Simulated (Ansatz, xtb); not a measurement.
C4H9FOSi2: which of two isomers lies lower

Structure I is `F/C=C/[Si@@H]1CC[SiH2]O1`, a singlet and structure II is `CCO[Si@H](F)C#C[SiH3]`, a singlet. Both are isolated molecules in the gas phase, relaxed with B3LYP/def2-SVP; each stands in its lowest conformer found.

Problem. Estimate which is lower in electronic energy at CCSD(T)/def2-SVP + ΔMP2/def2-TZVPP, and by roughly how much.

Solution. The CCSD(T)/def2-SVP + ΔMP2/def2-TZVPP calculation puts structure I lower, by 7.5 kcal/mol.

How the difference moves with the method:

```tsv
level	geometry	E(II) − E(I) (kcal/mol)	departure from the last row (kcal/mol)	job, with rough time for the two
GFN2-xTB	GFN2-xTB	+6.4	−1.0	optimisation, 0.6 s
HF/STO-3G	GFN2-xTB	+34.5	+27.0	single point, 1.5 s
r2SCAN-D4/def2-SVP	GFN2-xTB	+14.7	+7.2	single point, 9 s
B3LYP/def2-SVP	B3LYP/def2-SVP	+8.8	+1.4	optimisation, 4.2 min
HF/def2-SVP	B3LYP/def2-SVP	+3.1	−4.4	part of the CCSD(T) run
MP2/def2-SVP	B3LYP/def2-SVP	+5.9	−1.5	part of the CCSD(T) run
CCSD(T)/def2-SVP	B3LYP/def2-SVP	+7.1	−0.3	single point
CCSD(T)/def2-SVP + ΔMP2/def2-TZVPP	B3LYP/def2-SVP	+7.5		single point, 3.9 min
```

As drawn, II has 1 C–O, 1 F–Si, 1 C≡C, 1 Si–H in place of 1 C–F, 1 C=C, 1 C–Si, 1 O–Si, 1 C–H. Structure I has a 5-membered ring, II no ring.

The levels shown agree on the order. The largest departure from CCSD(T)/def2-SVP + ΔMP2/def2-TZVPP is that of HF/STO-3G, 27.0 kcal/mol. The last row adds to CCSD(T) the change of the MP2 difference between the two basis sets, here +0.3 kcal/mol.

With thermal terms from frequencies at re-optimised GFN2-xTB minima (ideal gas, soft modes damped towards free rotors, one conformer each, 298.15 K, 1 atm): the zero-point term adds −3.0 kcal/mol; ΔH is +6.0 and ΔG +1.9 kcal/mol.

The correlated steps freeze 16 core orbitals. Programs: Ansatz 0.2.0, xtb 6.7.1; the last row on 2 threads of Intel(R) Xeon(R) Processor @ 2.70GHz on a shared host.

Structure I is favoured electronically by a modest margin that results from large opposing bond changes. II gains a very strong, polar Si–F bond in place of C–F, but gives up one of I's two Si–O bonds for a C–O bond, and a C–H for a weaker Si–H. It also carries the more energy-rich alkyne where I has an alkene and an additional C–Si single bond. Together these costs probably outweigh both the Si–F gain and whatever strain the five-membered ring imposes on the Si–O–Si angle.

The preference largely fades in free energy, to +1.9 kcal/mol. Replacing a stiff C–H bond by a softer Si–H one helps lower the zero-point energy of II, and its open chain has more low-frequency torsional freedom than the ring, so entropy favours it further. The outlying HF/STO-3G value probably reflects a minimal basis too rigid for polar bonds to silicon. The totals support the electronic ordering, but do not isolate the ring strain or any single bond's contribution.
